# Born–von Kármán plane waves, Bloch expansion and the periodic gauge

**Student.** A plane-wave calculation writes an orbital as $\sum_{\mathbf G}c_{\mathbf k}(\mathbf G)e^{i(\mathbf k+\mathbf G)\cdot\mathbf r}$ and sums over $\mathbf k$. In an infinite crystal those waves cannot be normalised and $\mathbf k$ is continuous. What is assumed to make the scheme work?

**Lecturer.** Four things.

1. **Lattice.** $\mathbf R=\sum_i n_i\mathbf a_i$ with integer $n_i$ and primitive cell volume $\Omega=|\mathbf a_1\cdot(\mathbf a_2\times\mathbf a_3)|$. The vectors $\mathbf b_j$ obey $\mathbf a_i\cdot\mathbf b_j=2\pi\delta_{ij}$, and $\mathbf G=\sum_j g_j\mathbf b_j$ with integer $g_j$.
2. **Hamiltonian.** One electron, spin left out: $H=-\frac{\hbar^2}{2m}\nabla^2+V$, where $V$ is Hermitian, possibly nonlocal, and $V(\mathbf r+\mathbf R,\mathbf r'+\mathbf R)=V(\mathbf r,\mathbf r')$.
3. **Boundary condition.** $\psi(\mathbf r+N_i\mathbf a_i)=\psi(\mathbf r)$ for $i=1,2,3$. The crystal is the block of $N=N_1N_2N_3$ cells, of volume $N\Omega$, and inner products are integrals over it. The vectors $\mathbf T=\sum_i t_iN_i\mathbf a_i$ with integer $t_i$ form the superlattice.
4. **Analysis.** The space $L^2$ on the block is complete, continuous periodic functions are dense in it, and $V$ is mild enough that $H$ is self-adjoint with a discrete spectrum.

Lengths are in Å, wave vectors in Å$^{-1}$ with the $2\pi$ included, energies in eV, and $\hbar^2/2m=3.81$ eV Å$^2$.

**Student.** The third is false for any real crystal. No crystal closes on itself in three directions.

**Lecturer.** It is a device, chosen because it keeps every lattice translation a symmetry while making the volume finite. Its price comes under validity.

## Allowed wave vectors

**Lecturer.** The wave $e^{i\mathbf q\cdot\mathbf r}$ obeys premise 3 if and only if $e^{iN_i\mathbf q\cdot\mathbf a_i}=1$ for each $i$. Write $\mathbf q=\sum_jx_j\mathbf b_j$, so that $\mathbf q\cdot\mathbf a_i=2\pi x_i$. Then $N_ix_i$ must be an integer:

$$\mathbf q=\sum_i\frac{m_i}{N_i}\,\mathbf b_i,\qquad m_i\in\mathbb Z .\tag{1}$$

Divide with remainder, $m_i=g_iN_i+l_i$ with $0\le l_i\le N_i-1$. Quotient and remainder are unique, so each allowed $\mathbf q$ splits in exactly one way:

$$\mathbf q=\mathbf k+\mathbf G,\qquad \mathbf k=\sum_i\frac{l_i}{N_i}\mathbf b_i,\qquad \mathbf G=\sum_ig_i\mathbf b_i .\tag{2}$$

The triple $(l_1,l_2,l_3)$ takes $N_1N_2N_3=N$ values. The allowed vectors therefore fall into exactly $N$ classes modulo the reciprocal lattice.

**Student.** That is a parallelepiped. I tried the real Brillouin zone of a bcc crystal with $N_i=2$ and found 19 points, not 8.

**Lecturer.** You counted the closed polyhedron. The reciprocal lattice of bcc is $\frac{2\pi}{a}(h,k,l)$ with $h+k+l$ even. In units of $2\pi/a$ the twelve planes bisecting the vectors of type $(110)$ give $|x|+|y|\le1$, $|y|+|z|\le1$, $|z|+|x|\le1$. The mesh is $\frac12(h,k,l)$ with even sum, and the closed zone holds $\Gamma$, twelve face centres N of type $(\frac12\frac120)$ and six corners H of type $(100)$, which makes 19. Opposite face centres differ by a $(110)$ vector, so the twelve are six classes. Any two H points differ by a vector of type $(110)$ or $(200)$, so the six are one class. The count is $1+12/2+6/6=8$. "Exactly $N$ per zone" means one representative of each class, so a zone must be half-open, or shared boundary points must carry fractional weights.

## Orthonormality

**Lecturer.** Define

$$\phi_{\mathbf q}(\mathbf r)=\frac{e^{i\mathbf q\cdot\mathbf r}}{\sqrt{N\Omega}},\qquad\mathbf q=\mathbf k+\mathbf G .\tag{3}$$

Use fractional coordinates of the block, $\mathbf r=\sum_is_iN_i\mathbf a_i$ with $0\le s_i<1$. The Jacobian is the volume spanned by the $N_i\mathbf a_i$, so $d^3r=N\Omega\,d^3s$, and (1) gives $\mathbf q\cdot\mathbf r=2\pi\sum_im_is_i$ however skew the cell. The overlap factorises:

$$\langle\phi_{\mathbf q}|\phi_{\mathbf q'}\rangle=\prod_{i=1}^3\int_0^1e^{2\pi i(m_i'-m_i)s_i}\,ds_i=\prod_i\delta_{m_im_i'} ,$$

because $\int_0^1e^{2\pi ins}ds=(e^{2\pi in}-1)/2\pi in=0$ for integer $n\neq0$ and equals 1 for $n=0$. Since the splitting (2) is unique,

$$\langle\phi_{\mathbf k+\mathbf G}|\phi_{\mathbf k'+\mathbf G'}\rangle=\delta_{\mathbf k\mathbf k'}\,\delta_{\mathbf G\mathbf G'} .\tag{4}$$

The product of two deltas needs $\mathbf k$ and $\mathbf k'$ drawn from one set of representatives. Otherwise only $\delta_{\mathbf k+\mathbf G,\mathbf k'+\mathbf G'}$ holds.

## Completeness

**Student.** Orthonormal is cheap. Drop half the waves and the rest are still orthonormal. Why is nothing missing?

**Lecturer.** Show that a function orthogonal to all of them vanishes. For $0<\rho<1$ two geometric series give the Poisson kernel

$$P_\rho(s)=\sum_{m=-\infty}^{\infty}\rho^{|m|}e^{2\pi ims}=\frac{1-\rho^2}{(1-\rho)^2+4\rho\sin^2\pi s} .\tag{5}$$

In detail, with $z=\rho e^{2\pi is}$ the sum is $\frac1{1-z}+\frac{\bar z}{1-\bar z}=\frac{1-|z|^2}{|1-z|^2}$, and $|1-z|^2=1-2\rho\cos2\pi s+\rho^2$ is the denominator shown. Three properties follow. $P_\rho>0$. Its integral over a period is 1, from the $m=0$ term. For $\delta\le|s|\le\frac12$ it is at most $(1-\rho^2)/(4\rho\sin^2\pi\delta)$, which tends to zero as $\rho\to1$.

Let $K_\rho(\mathbf s)=\prod_iP_\rho(s_i)$ and $f_{\mathbf m}=\int f\,e^{-2\pi i\mathbf m\cdot\mathbf s}d^3s$. The series converges uniformly, so it may be integrated term by term:

$$(f*K_\rho)(\mathbf s)=\int f(\mathbf s')K_\rho(\mathbf s-\mathbf s')\,d^3s'=\sum_{\mathbf m}\rho^{|m_1|+|m_2|+|m_3|}f_{\mathbf m}\,e^{2\pi i\mathbf m\cdot\mathbf s} .$$

For continuous periodic $g$, the difference $|g*K_\rho-g|$ is at most $\int K_\rho(\mathbf t)\,|g(\mathbf s-\mathbf t)-g(\mathbf s)|\,d^3t$. Where all $|t_i|<\delta$, uniform continuity keeps the contribution below any chosen $\epsilon$. The remaining region has weight at most three times the bound above, which vanishes. So $g*K_\rho\to g$ uniformly.

**Student.** An $L^2$ function need not be continuous.

**Lecturer.** Pick continuous $g$ with $\|f-g\|<\epsilon$, by premise 4. Since $K_\rho$ is a positive weight of unit total, Cauchy–Schwarz gives $|w*K_\rho|^2\le|w|^2*K_\rho$ and hence $\|w*K_\rho\|\le\|w\|$ for any $w$. Then

$$\|f*K_\rho-f\|\le\|(f-g)*K_\rho\|+\|g*K_\rho-g\|+\|g-f\|<3\epsilon$$

for $\rho$ near 1. If every $f_{\mathbf m}$ is zero, $f*K_\rho=0$ for all $\rho$, and so $f=0$. Now take any $\psi$. Bessel's inequality makes $\sum_{\mathbf q}\langle\phi_{\mathbf q}|\psi\rangle\phi_{\mathbf q}$ converge in $L^2$. Its difference from $\psi$ is orthogonal to every wave and so vanishes. Thus

$$\psi=\sum_{\mathbf k,\mathbf G}\langle\phi_{\mathbf k+\mathbf G}|\psi\rangle\,\phi_{\mathbf k+\mathbf G},\qquad\|\psi\|^2=\sum_{\mathbf k,\mathbf G}|\langle\phi_{\mathbf k+\mathbf G}|\psi\rangle|^2 ,\tag{6}$$

or, as a distribution, $\sum_{\mathbf q}\phi_{\mathbf q}(\mathbf r)\phi^*_{\mathbf q}(\mathbf r')=\sum_{\mathbf T}\delta(\mathbf r-\mathbf r'-\mathbf T)$. The right side is a comb on the superlattice, since the left side is periodic.

## From the sum to the zone integral

**Lecturer.** Let $A$ and $B$ have the $\mathbf a_i$ and $\mathbf b_j$ as columns. Premise 1 reads $A^TB=2\pi\mathbb 1$, so $|\det B|=(2\pi)^3/\Omega\equiv\Omega_{\rm BZ}$, the volume of any primitive cell of the reciprocal lattice. The vectors (1) form a lattice with basis $\mathbf b_i/N_i$, so each point owns

$$\Delta^3k=\frac{\Omega_{\rm BZ}}{N}=\frac{(2\pi)^3}{N\Omega} .\tag{7}$$

Then $\sum_{\mathbf k}f(\mathbf k)=\frac{N\Omega}{(2\pi)^3}\sum_{\mathbf k}f(\mathbf k)\,\Delta^3k$, and the last sum is a Riemann sum:

$$\sum_{\mathbf k}f(\mathbf k)\;\longrightarrow\;\frac{N\Omega}{(2\pi)^3}\int_{\rm BZ}f(\mathbf k)\,d^3k .\tag{8}$$

Setting $f=1$ returns $N$.

**Student.** An arrow is not an equation. What tends to what, and how fast?

**Lecturer.** Divide by $N$. The mesh average tends to the zone average when all three $N_i\to\infty$ and $f$ is Riemann integrable, which allows a jump across a Fermi surface. For the rate, let $f$ be periodic in $\mathbf k$, with $f(\mathbf k)=\sum_{\mathbf R}f_{\mathbf R}e^{i\mathbf k\cdot\mathbf R}$ and $f_{\mathbf R}=\Omega_{\rm BZ}^{-1}\int_{\rm BZ}f\,e^{-i\mathbf k\cdot\mathbf R}d^3k$. On the mesh $\mathbf k\cdot\mathbf R=2\pi\sum_il_in_i/N_i$. The geometric sum $\sum_{l=0}^{N_i-1}w^l$ with $w=e^{2\pi in_i/N_i}$ is $(1-w^{N_i})/(1-w)=0$ unless $w=1$, when it is $N_i$. So $\sum_{\mathbf k}e^{i\mathbf k\cdot\mathbf R}$ equals $N$ if $\mathbf R$ is a superlattice vector and zero otherwise. For an absolutely convergent series,

$$\frac1N\sum_{\mathbf k}f(\mathbf k)=\frac{\Omega}{(2\pi)^3}\int_{\rm BZ}f\,d^3k+\sum_{\mathbf T\neq0}f_{\mathbf T} .\tag{9}$$

The first term is $f_{\mathbf 0}$. The second is the exact discretisation error. If $f$ is analytic in $\mathbf k$, $f_{\mathbf R}$ falls exponentially with distance and so does the error with $N_i$. If $f$ jumps, the decay is a power law.

## Bloch expansion and secular equation

**Lecturer.** Take a matrix element of $V$,

$$\langle\phi_{\mathbf q}|V|\phi_{\mathbf q'}\rangle=\frac1{N\Omega}\iint e^{-i\mathbf q\cdot\mathbf r}\,V(\mathbf r,\mathbf r')\,e^{i\mathbf q'\cdot\mathbf r'}\,d^3r\,d^3r' ,$$

with the kernel made periodic on the block. Shift both variables by $\mathbf a_i$. The integrand is periodic on the block, so the domain may be left as it is, and $V$ is unchanged by premise 2. The element therefore equals itself times $e^{-i(\mathbf q-\mathbf q')\cdot\mathbf a_i}=e^{-2\pi i(m_i-m_i')/N_i}$. It vanishes unless each $m_i-m_i'$ is a multiple of $N_i$, which says that $\mathbf q$ and $\mathbf q'$ share the same $\mathbf k$. The kinetic energy is diagonal, with value $\hbar^2q^2/2m$. So $H$ splits into $N$ blocks,

$$H_{\mathbf G\mathbf G'}(\mathbf k)=\frac{\hbar^2}{2m}|\mathbf k+\mathbf G|^2\delta_{\mathbf G\mathbf G'}+V(\mathbf k+\mathbf G,\mathbf k+\mathbf G') ,\tag{10}$$

where $V(\mathbf q,\mathbf q')$ denotes the element above. For a local potential the integrand $V(\mathbf r)e^{-i(\mathbf G-\mathbf G')\cdot\mathbf r}$ is the same in all $N$ cells, and the element is $\Omega^{-1}\int_{\rm cell}V\,e^{-i(\mathbf G-\mathbf G')\cdot\mathbf r}d^3r$, independent of $\mathbf k$. Each block is Hermitian and gives the secular equation

$$\sum_{\mathbf G'}H_{\mathbf G\mathbf G'}(\mathbf k)\,c_{n\mathbf k}(\mathbf G')=\varepsilon_{n\mathbf k}\,c_{n\mathbf k}(\mathbf G) ,\tag{11}$$

with $n$ counting levels upward. The eigenfunction is

$$\psi_{n\mathbf k}=\sum_{\mathbf G}c_{n\mathbf k}(\mathbf G)\,\phi_{\mathbf k+\mathbf G}=\frac{e^{i\mathbf k\cdot\mathbf r}}{\sqrt N}\,u_{n\mathbf k},\qquad u_{n\mathbf k}=\frac1{\sqrt\Omega}\sum_{\mathbf G}c_{n\mathbf k}(\mathbf G)\,e^{i\mathbf G\cdot\mathbf r} .\tag{12}$$

As $e^{i\mathbf G\cdot\mathbf R}=1$, $u$ has the lattice period and $\psi_{n\mathbf k}(\mathbf r+\mathbf R)=e^{i\mathbf k\cdot\mathbf R}\psi_{n\mathbf k}(\mathbf r)$, which is Bloch's theorem. By (6) the blocks span the whole space, so the Bloch states form a complete set.

**Student.** Then every eigenstate is a Bloch state.

**Lecturer.** No. If $\varepsilon_{n\mathbf k}=\varepsilon_{n'\mathbf k'}$ with $\mathbf k\ne\mathbf k'$, the sum of the two states is an eigenstate with no single $\mathbf k$. The claim is that a complete set of eigenstates can be chosen in Bloch form.

Normalisation follows by inserting (12) and using (4):

$$\langle\psi_{n\mathbf k}|\psi_{n'\mathbf k'}\rangle=\delta_{\mathbf k\mathbf k'}\sum_{\mathbf G}c^*_{n\mathbf k}(\mathbf G)\,c_{n'\mathbf k}(\mathbf G)=\delta_{\mathbf k\mathbf k'}\delta_{nn'} ,$$

the last step being the choice of orthonormal eigenvectors of a Hermitian block. A state with unit norm on the crystal has

$$\sum_{\mathbf G}|c_{n\mathbf k}(\mathbf G)|^2=1 .\tag{13}$$

Equation (4) with $N=1$ gives $\int_{\rm cell}u^*_{n\mathbf k}u_{n'\mathbf k'}d^3r=\sum_{\mathbf G}c^*_{n\mathbf k}(\mathbf G)\,c_{n'\mathbf k'}(\mathbf G)$. So $u$ has unit norm on one cell, $N$ has dropped out of (10), (11) and (13), and functions $u$ at different $\mathbf k$ are in general not orthogonal.

## The periodic gauge

**Student.** We kept $N$ values of $\mathbf k$. What can $c_{\mathbf k+\mathbf G_0}$ even mean?

**Lecturer.** Let (10) to (12) define it, using $\mathbf k+\mathbf G_0$ as another representative of the class. The element (10) depends only on the two vectors $\mathbf q$ and $\mathbf q'$, and $(\mathbf k+\mathbf G_0)+\mathbf G=\mathbf k+(\mathbf G+\mathbf G_0)$, so

$$H_{\mathbf G,\mathbf G'}(\mathbf k+\mathbf G_0)=H_{\mathbf G+\mathbf G_0,\,\mathbf G'+\mathbf G_0}(\mathbf k) .\tag{14}$$

Try $d(\mathbf G)=c_{n\mathbf k}(\mathbf G+\mathbf G_0)$. With $\mathbf G''=\mathbf G'+\mathbf G_0$, which runs over the whole reciprocal lattice,

$$\sum_{\mathbf G'}H_{\mathbf G\mathbf G'}(\mathbf k+\mathbf G_0)\,d(\mathbf G')=\sum_{\mathbf G''}H_{\mathbf G+\mathbf G_0,\mathbf G''}(\mathbf k)\,c_{n\mathbf k}(\mathbf G'')=\varepsilon_{n\mathbf k}\,d(\mathbf G) .$$

The relabelling is one-to-one and keeps (13), so the spectra coincide with their multiplicities: $\varepsilon_{n,\mathbf k+\mathbf G_0}=\varepsilon_{n\mathbf k}$. For a non-degenerate level, any normalised eigenvector is $c_{n,\mathbf k+\mathbf G_0}(\mathbf G)=e^{i\theta}c_{n\mathbf k}(\mathbf G+\mathbf G_0)$.

**Student.** So the relation without the phase is not a theorem.

**Lecturer.** Correct. The eigenvalue problem leaves $\theta$ free, and for a degenerate level it leaves a unitary matrix free. The periodic gauge is the choice of $\theta=0$, or the unit matrix:

$$c_{n,\mathbf k+\mathbf G_0}(\mathbf G)=c_{n\mathbf k}(\mathbf G+\mathbf G_0) .\tag{15}$$

It is consistent, since shifts by $\mathbf G_0$ and then $\mathbf G_1$ give the shift by $\mathbf G_0+\mathbf G_1$ in either order. Insert it in (12):

$$\psi_{n,\mathbf k+\mathbf G_0}=\sum_{\mathbf G}c_{n\mathbf k}(\mathbf G+\mathbf G_0)\,\phi_{\mathbf k+\mathbf G+\mathbf G_0}=\psi_{n\mathbf k},\qquad u_{n,\mathbf k+\mathbf G_0}=e^{-i\mathbf G_0\cdot\mathbf r}u_{n\mathbf k} .\tag{16}$$

Conversely, projecting $\psi_{n,\mathbf k+\mathbf G_0}=\psi_{n\mathbf k}$ on $\phi_{\mathbf k+\mathbf G_0+\mathbf G}$ returns (15). It is $\psi$ that is periodic in $\mathbf k$. Neither $u$ nor $c$ is.

**Student.** Densities and energies ignore phases. Who needs this?

**Lecturer.** Anything built from overlaps of neighbouring $u$. Take a string $\mathbf k_j=\mathbf k_0+j\,\mathbf b_1/N_1$ and the product $\prod_{j=0}^{N_1-1}\langle u_{\mathbf k_j}|u_{\mathbf k_{j+1}}\rangle$ for an isolated band, whose phase is the discrete Berry phase. Each state with $1\le j\le N_1-1$ enters once as bra and once as ket, so its phase cancels. The phase of $u_{\mathbf k_0}$ cancels only if the last ket comes from (15), making the closing link $\sum_{\mathbf G}c^*_{\mathbf k_{N_1-1}}(\mathbf G)\,c_{\mathbf k_0}(\mathbf G+\mathbf b_1)$. A fresh diagonalisation at $\mathbf k_0+\mathbf b_1$ would insert an arbitrary $e^{i\theta}$. The gauge still leaves one free phase per class and band.

**Student.** A computer truncates the matrix, and the shift pushes entries over the edge.

**Lecturer.** Not if the basis is $\frac{\hbar^2}{2m}|\mathbf k+\mathbf G|^2\le E_{\rm cut}=\frac{\hbar^2}{2m}q_c^2$. Then $\mathbf G$ belongs to the basis at $\mathbf k+\mathbf G_0$ exactly when $\mathbf G+\mathbf G_0$ belongs to it at $\mathbf k$, and (14) to (16) survive. A fixed list of $\mathbf G$ for all $\mathbf k$ breaks them at the level of the truncation error. The basis size then varies with $\mathbf k$. Its zone average is $\Omega_{\rm BZ}^{-1}\frac{4\pi}3q_c^3=\Omega q_c^3/6\pi^2$, because the shifted zones tile reciprocal space.

## Range of validity

**Lecturer.**

- Equations (1) to (7) use only the lattice and the boundary condition, and are exact for any $N_i$. A supercell spanned by integer combinations of the $\mathbf a_i$ with matrix $M$ gives $N=|\det M|$. A uniformly shifted mesh, $\mathbf k+\boldsymbol\kappa$, corresponds to $\psi(\mathbf r+\mathbf T)=e^{i\boldsymbol\kappa\cdot\mathbf T}\psi(\mathbf r)$, and (9) acquires factors $e^{i\boldsymbol\kappa\cdot\mathbf T}$.
- The boundary condition removes surfaces. The fraction of cells at the surface of a compact crystal scales as $N^{-1/3}$, and surface states and the level structure of small particles lie outside the scheme.
- Limit (8) needs all three $N_i$ large. With $N_3$ fixed, a sum over $l_3$ remains. Integrable singularities such as $1/k^2$ need separate handling.
- Equations (10) to (16) need premise 2. Disorder and defects break it unless the cell is enlarged, and a uniform magnetic field breaks it because its vector potential is not periodic. With spinors, (13) is also summed over the two components.
- Completeness says nothing of speed. A cusp $e^{-\lambda r}$ has the transform $8\pi\lambda/(\lambda^2+q^2)^2$, a $q^{-4}$ tail that begins only beyond $\lambda=Z/a_0$ at a nucleus, with $a_0$ the Bohr radius, which is why pseudopotentials are used.
- Equation (13) holds for all-electron and norm-conserving problems. In ultrasoft and PAW schemes the smooth orbitals obey $c^\dagger S(\mathbf k)\,c=1$ with an overlap matrix $S$, and augmented plane waves are not orthogonal. There $S$ obeys (14) too, so (15) stands.
- Equation (15) can always be imposed. That the gauge also be smooth across the zone is a further demand, which an isolated band or group meets only if its Chern numbers vanish.

## Illustration: bcc sodium

**Lecturer.** Take $a=4.23$ Å as a given, approximate input, with $\mathbf a_1=\frac a2(-1,1,1)$, $\mathbf a_2=\frac a2(1,-1,1)$, $\mathbf a_3=\frac a2(1,1,-1)$. Then $\mathbf b_1=\frac{2\pi}a(0,1,1)$, $\mathbf b_2=\frac{2\pi}a(1,0,1)$, $\mathbf b_3=\frac{2\pi}a(1,1,0)$. Half a unit in the last digit of $a$ moves volumes by 0.35 per cent, so three figures are shown, each computed from $a$ directly. We get $2\pi/a=1.49$ Å$^{-1}$, $|\mathbf b_i|=2.10$ Å$^{-1}$, $\Omega=a^3/2=37.8$ Å$^3$ and $\Omega_{\rm BZ}=2(2\pi/a)^3=6.55$ Å$^{-3}$.

**Student.** And the density of $\mathbf k$-points per cubic ångström? By (7) the density has units of Å$^3$, not Å$^{-3}$.

**Lecturer.** Three quantities share the name.

- Points per unit volume of reciprocal space: $N\Omega/(2\pi)^3=0.153\,N$ per Å$^{-3}$.
- The same per Å$^3$ of crystal: $1/(2\pi)^3=4.03\times10^{-3}$, a pure number for every material.
- Points of one whole zone per Å$^3$ of crystal: $\Omega_{\rm BZ}/(2\pi)^3=1/\Omega=0.0264$ Å$^{-3}$, or $2.64\times10^{22}$ cm$^{-3}$.

For $N_i=L=12$, $N=1728$ and $N\Omega=6.54\times10^4$ Å$^3$. The density is 264 points per Å$^{-3}$, the step $|\mathbf b_i|/L$ is 0.175 Å$^{-1}$ and the shortest $\mathbf T$ is $L\sqrt3a/2=44.0$ Å. An illustrative $E_{\rm cut}=200$ eV gives $q_c=7.25$ Å$^{-1}$ and 243 waves on average, while at $\Gamma$ the condition $h^2+k^2+l^2\le(q_ca/2\pi)^2=23.8$ admits 225.

Now test (9). The eight nearest neighbours $\boldsymbol\delta=\pm\mathbf a_1,\pm\mathbf a_2,\pm\mathbf a_3,\pm(\mathbf a_1+\mathbf a_2+\mathbf a_3)$ give $\gamma(\mathbf k)=\sum_{\boldsymbol\delta}e^{i\mathbf k\cdot\boldsymbol\delta}=8\cos\frac{k_xa}2\cos\frac{k_ya}2\cos\frac{k_za}2$. For $f=\gamma^2$, $f_{\mathbf R}$ counts ordered pairs with $\boldsymbol\delta+\boldsymbol\delta'=\mathbf R$, so the zone average is $f_{\mathbf 0}=8$. For $L=1$ all pairs count and the mesh average is 64. For $L=2$ the eight vectors $2\boldsymbol\delta$ add 8, giving 16. No pair has $|n_i|>2$, so every $L\ge3$ gives exactly 8.

**Student.** Sodium is a metal. Its occupation jumps.

**Lecturer.** Model it by free electrons, one per cell, two spins per $\mathbf k$. By (8), $2\frac{\Omega}{(2\pi)^3}\frac{4\pi}3k_F^3=1$, so $k_F=(3\pi^2/\Omega)^{1/3}=0.921$ Å$^{-1}$, or $k_Fa/2\pi=(3/4\pi)^{1/3}=0.620$. The nearest zone face is at $|\mathbf b_i|/2=1.05$ Å$^{-1}$, the ratio is 0.877, and the sphere lies inside the zone and fills half of it. Mesh points $\frac{2\pi}{La}(h,k,l)$ with even sum are inside when $s=h^2+k^2+l^2\le s_{\max}=(3/4\pi)^{2/3}L^2$. The shells $s=0,2,4,6$ hold 1, 12, 6 and 24 points, and continuing the count gives:

| $L$ | $N$ | $s_{\max}$ | points inside | fraction of $N$ |
|---|---|---|---|---|
| 4 | 64 | 6.16 | 43 | 0.672 |
| 8 | 512 | 24.63 | 249 | 0.486 |
| 12 | 1728 | 55.42 | 887 | 0.513 |

The limit is $\frac12$, approached slowly and from both sides. The Fourier coefficients show why. With $x=k_FR$,

$$f_{\mathbf R}=\frac{\Omega}{(2\pi)^3}\int_0^{k_F}4\pi k^2\,\frac{\sin kR}{kR}\,dk=\frac32\,\frac{\sin x-x\cos x}{x^3} ,$$

which oscillates and falls only as $R^{-2}$, too slowly for the sum in (9) to converge absolutely until the step is smoothed. These counts belong to the model. At $L=12$ the next shell, $s=56$ with 48 points, lies only 0.53 per cent outside $k_F$, so a lattice potential that bulged the surface by that much along those directions would change the entry. The geometric result needs no such assumption: each band of this model of bcc sodium supplies 0.0264 $\mathbf k$-points per Å$^3$ of crystal, one per atom, and its single valence electron fills half of those in the lowest band.